**Q.** I have hybrid-functional results for six pentahydrides with ten valence electrons and no lone pair on the centre. Could I have guessed shape, bond length and energy gap on paper?

PySCF 2.14.0, restricted PBE0/def2-TZVP with density fitting, no spin-orbit coupling; gas-phase AH5 singlets, lowest minimum found from trigonal-bipyramidal and square-pyramidal starts. ECP marks a scalar-relativistic core potential on the centre. The next point is the next stationary point (minimum or saddle), its energy taken above the lowest minimum without zero-point energy.

| molecule | Z of the centre | relativity | point group | mean bond to the centre (Å) | next point, same spin | energy of that point (kJ/mol) |
| --- | --- | --- | --- | --- | --- | --- |
| VH5 | 23 | non-relativistic | Cs | 1.609 | D3h | 130.8 |
| NbH5 | 41 | ECP | Cs | 1.741 | C4v | 0.7 |
| TaH5 | 73 | ECP | C4v | 1.761 | D3h | 96.7 |
| PH5 | 15 | non-relativistic | D3h | 1.449 | C4v | 6.3 |
| AsH5 | 33 | non-relativistic | D3h | 1.559 | C4v | 7.7 |
| SbH5 | 51 | ECP | D3h | 1.734 | C4v | 8.8 |

**A.** Largely. $D_{3h}$ is the trigonal bipyramid, $C_{4v}$ the square pyramid, and $C_s$ keeps only a mirror plane. The label of VH5 comes from loose convergence: its four base hydrogens have the same angles within a degree, so it is a square pyramid like TaH5.

A symmetry argument explains the contrast between the two groups, as far as these two shapes go. The five hydrogen 1s orbitals combine as $2a_1'+a_2''+e'$ in the bipyramid and as $2a_1+b_1+e$ in the pyramid. Arsenic bonds with s and p. These match four of the five combinations in either shape and leave one pair on the hydrogens ($a_1'$ or $b_1$), so the count favours neither shape, and a small gap is no surprise. In the AsH5 run the highest occupied level lies 5.1 eV above the next, as a nonbonding pair would. Tantalum bonds mainly with s and d. In the pyramid all five combinations find a partner, the $e$ pair through $d_{xz}$ and $d_{yz}$ once the base bends away from 90°. In the bipyramid $a_2''$ can bond only with a high-lying $p_z$ orbital, which should weaken both axial bonds.

**Q.** How do I get an energy from that? The last column jumps from 130.8 to 0.7 between V and Nb.

**A.** It holds different quantities, as the column beside it shows. Recast as $\Delta = E(D_{3h}) - E(C_{4v})$, with the bipyramid of NbH5 taken from the same run, it gives 130.8, 133.3 and 96.7 kJ/mol for V, Nb and Ta, and −6.3, −7.7 and −8.8 for P, As and Sb. The rule is one constant per group, +120 and −8 kJ/mol. These are rounded means of three rows each, AsH5 and TaH5 included, so symmetry supplies the contrast and the table the size.

For AsH5 the rule is off by 0.3 kJ/mol; for TaH5 it is 23 kJ/mol too high, 24% of the computed gap. The largest relative miss is PH5, 27%, which is under 2 kJ/mol. I have no tested reason why tantalum lies low; it cannot be spin-orbit coupling, which the runs leave out (though that could shift the true gap), and six rows cannot separate the causes that remain.

**Q.** Can I read those gaps as barriers for hydrogen exchange?

**A.** Only in group 15. There the pyramid has one imaginary mode, which fits Berry pseudorotation, although the path was not traced. Zero-point energy lowers these barriers by about 1.5 kJ/mol. The bipyramids of V, Nb and Ta have five, three and three imaginary modes; they are higher-order saddle points, and exchange could go round them.

**Q.** Why does the bipyramid win the near tie? Is it plain repulsion?

**A.** Repulsion gives the right sign. Five equal charges $q$ on a sphere of radius $r$ have the energy $6.4747\,q^2/r$ as a bipyramid and $6.4837\,q^2/r$ as the best pyramid, a difference of 0.14%. With unit charges, $e^2/4\pi\varepsilon_0 \approx 1.4\times10^3$ kJ Å/mol and $r = 1.56$ Å, the gap is $-0.0090 \times 1400/1.56 \approx -8$ kJ/mol. The match in size with AsH5 is luck, since the computed hydrogen charges are well below one. The model also shrinks in magnitude from P to Sb while the computed gap grows, and it has the wrong sign for every group 5 row. The growth has no cause that I can show, and the step from As to Sb, 1.1 kJ/mol, crosses the change from a non-relativistic treatment to a core potential.

**Q.** What angle should I draw for TaH5?

**A.** Five bonds from one s and four d orbitals suggest $sd^4$ hybrids, $(s + 2d_{z^2})/\sqrt5$ along each bond. Two of them at an angle $\theta$ overlap by

$$S = \frac{1 + 4P_2(\cos\theta)}{5} = \frac{6\cos^2\theta - 1}{5},$$

with $P_2$ the second Legendre polynomial. $S$ vanishes at 66° and 114° and equals one at 180°, because s and d look the same in opposite directions: a linear H–Ta–H unit would use one hybrid twice. Summing $S^2$ over the ten pairs of the bipyramid gives $1 + 6(0.04) + 3(0.01) = 1.27$.

For the pyramid let $x = \cos^2\theta$ of the apex–base angle. Neighbouring base atoms then have the cosine $x$, opposite ones $2x-1$, and

$$25\sum S^2 = 4(6x-1)^2 + 4(6x^2-1)^2 + 2\,[6(2x-1)^2-1]^2 .$$

A few trials put the minimum near $x = 0.27$, where $\sum S^2 = 0.12$ and $\theta = 121°$. Nothing is fitted. The runs give 118° for TaH5 and 124° for VH5, each 3° away, whereas point charges give 104°.

The model fails at choosing the shape. A pentagonal umbrella, $C_{5v}$, with all hydrogens on one side scores 0.013, better than the pyramid. The model leaves out the repulsion between hydrogens, which should count against crowding, and the optimizations started only from bipyramid and pyramid. The formula therefore gives an angle within the pyramid and a reason against 180°, no more.

**Q.** Does NbH5 break the rule?

**A.** It bends it. Its $C_s$ form is a real distortion: the apex–base angles stay near 117°, but neighbouring base angles spread from 64° to 102°. The hydrogens remain at least 1.83 Å apart, so no H2 unit has formed. The regular pyramid is also a minimum, 0.7 kJ/mol higher, and zero-point energy shifts it by −3.0 to 2.3 kJ/mol below. No hand rule resolves that, and the calculation hardly does; a soft square pyramid is the fair description.

**Q.** And the mean bond to the centre?

**A.** Add single-bond covalent radii. Rough recalled values are 1.2 Å for As, 1.5 for Ta and 0.32 for H. AsH5 gives 1.52 Å against 1.559, 2.5% short of the computed value; TaH5 gives 1.82 against 1.761, 3.4% long. Neither row entered a fit. Over six rows the root-mean-square error is 0.045 Å, the worst being NbH5 at +0.08. Since two-figure radii are uncertain by 0.05 Å, that is all they can deliver: a common offset fitted to all rows, or Pauling's correction $-0.6\log_{10} n$ for a bond order $n = 4/5$ in group 15, changes the root-mean-square error by 0.002 Å at most. The printed output below lists every residual. The radii also carry an irregularity that a smooth trend down the group would miss: rounded, they are equal for Nb and Ta, and the computed bond grows by only 0.02 Å there, which fits the lanthanide and relativistic contraction. From V to Nb it grows by 0.13 Å, a step that also includes the switch to a core potential.

**Q.** A bipyramid has two kinds of bond. How do I split the mean?

**A.** Take axial ≈ 1.04 × equatorial, a ratio read from the three group 15 geometries themselves. For AsH5, $r_{eq} = 5 \times 1.52/(3 + 2 \times 1.04) = 1.50$ Å and $r_{ax} = 1.56$ Å, against 1.53 and 1.60 in the run. The axial hydrogens are the more negative in all three molecules, and in AsH5 they have the lower Mayer bond order, 0.81 against 0.88. That suits a three-centre four-electron axial bond, but not its ideal form: order 1/2 in Pauling's formula would split the bonds by 0.18 Å and the Mayer orders by 0.02, while the run has 0.07.

**Q.** How far can I carry this?

**A.** To the six centres of the table, as neutral AH5 with five σ-bonded hydrogens in a closed shell. Bismuth and ions with the same electron count are untested, and so is nitrogen, which is probably too small to hold five hydrogens. Only restricted singlets were run, so zero spin is imposed; the closed shell was confirmed stable for V, Nb and Ta, with no result for P, As and Sb. Extra d electrons, a lone pair or π-donor ligands change the orbital count. The rule describes minima with all hydrogens on the centre and says nothing about loss of H2. Within that range, ask whether the centre bonds through p or d: for p draw a bipyramid with a pyramid some 8 kJ/mol above it, for d a pyramid opened to about 120°, add the radii and trust the sum to about 0.05 Å for the group 15 centres and vanadium and to 0.08 Å for niobium and tantalum.

Output of the analysis:

```
GAP E(D3h)-E(C4v), kJ/mol (rounding 0.05); group means 120.3, -7.6; rule +120 / -8
point charges (q^2/r): D3h 6.4747 C4v 6.4837 diff -0.0090 (-0.14%), apex angle 104.1 deg
VH5   gap  130.8 rule err -10.8 (  8%) ZPE shift -12.3 with ZPE  118.5 unit-charge model  -7.7
NbH5  gap  133.3 rule err -13.3 ( 10%) ZPE shift -10.6 with ZPE  122.6 unit-charge model  -7.2
TaH5  gap   96.7 rule err  23.3 ( 24%) ZPE shift -10.1 with ZPE   86.6 unit-charge model  -7.1
PH5   gap   -6.3 rule err  -1.7 ( 27%) ZPE shift   1.5 with ZPE   -4.8 unit-charge model  -8.6
AsH5  gap   -7.7 rule err  -0.3 (  4%) ZPE shift   1.5 with ZPE   -6.2 unit-charge model  -8.0
SbH5  gap   -8.8 rule err   0.8 (  9%) ZPE shift   1.4 with ZPE   -7.4 unit-charge model  -7.2
NbH5 C4v-Cs: 0.7, ZPE shift -3.0, with ZPE -2.3 kJ/mol
ratio mean|gap| group5/group15 15.8; AsH5 HOMO above next level 5.07 eV
ANGLES sd4 zero overlap at 65.9, 114.1 deg; sum S^2: D3h 1.270 C4v 0.118 C5v 0.013
sd4 C4v apex-base 121.1 cis 74.6 trans 117.9 deg (geometry rounding ~0.5 deg)
VH5   apex-base mean 124 [124. 124. 123. 124.] err sd4 -3 charges -20
      base-base [ 72.  72.  72.  72. 113. 113.] r apex 1.66 base 1.60 minHH 1.88 A
NbH5  apex-base mean 117 [118. 117. 117. 118.] err sd4 4 charges -13
      base-base [ 64.  71.  71. 102. 120. 120.] r apex 1.78 base 1.73 minHH 1.83 A
TaH5  apex-base mean 118 [118. 118. 118. 118.] err sd4 3 charges -14
      base-base [ 77.  77.  77.  77. 124. 124.] r apex 1.79 base 1.75 minHH 2.19 A
LENGTH, A (table rounding 0.0005, radius rounding 0.05); offset -0.011, Pauling n=4/5 0.058
VH5   r 1.609 sum 1.62 | err bare +0.011 (0.7%) offset -0.000 Pauling +0.011
NbH5  r 1.741 sum 1.82 | err bare +0.079 (4.5%) offset +0.068 Pauling +0.079
TaH5  r 1.761 sum 1.82 | err bare +0.059 (3.4%) offset +0.048 Pauling +0.059
PH5   r 1.449 sum 1.42 | err bare -0.029 (2.0%) offset -0.040 Pauling +0.029
AsH5  r 1.559 sum 1.52 | err bare -0.039 (2.5%) offset -0.050 Pauling +0.019
SbH5  r 1.734 sum 1.72 | err bare -0.014 (0.8%) offset -0.025 Pauling +0.044
bare     rms 0.045 worst NbH5 +0.079 A
offset   rms 0.044 worst NbH5 +0.068 A
Pauling  rms 0.047 worst NbH5 +0.079 A
mean r-sum: group5 -0.050 group15 +0.027 A
steps down group5 [0.132 0.02 ] group15 [0.11  0.175] A
PH5   ax-eq 0.050 ratio 1.035 | ratio 1.04 on table r: ax 1.48 (run 1.48) eq 1.43 (run 1.43)
AsH5  ax-eq 0.074 ratio 1.049 | ratio 1.04 on table r: ax 1.60 (run 1.60) eq 1.53 (run 1.53)
SbH5  ax-eq 0.060 ratio 1.035 | ratio 1.04 on table r: ax 1.77 (run 1.77) eq 1.71 (run 1.71)
AsH5 ax-eq by Pauling: order 1/2 vs 1 0.181, Mayer orders 0.023 A
```
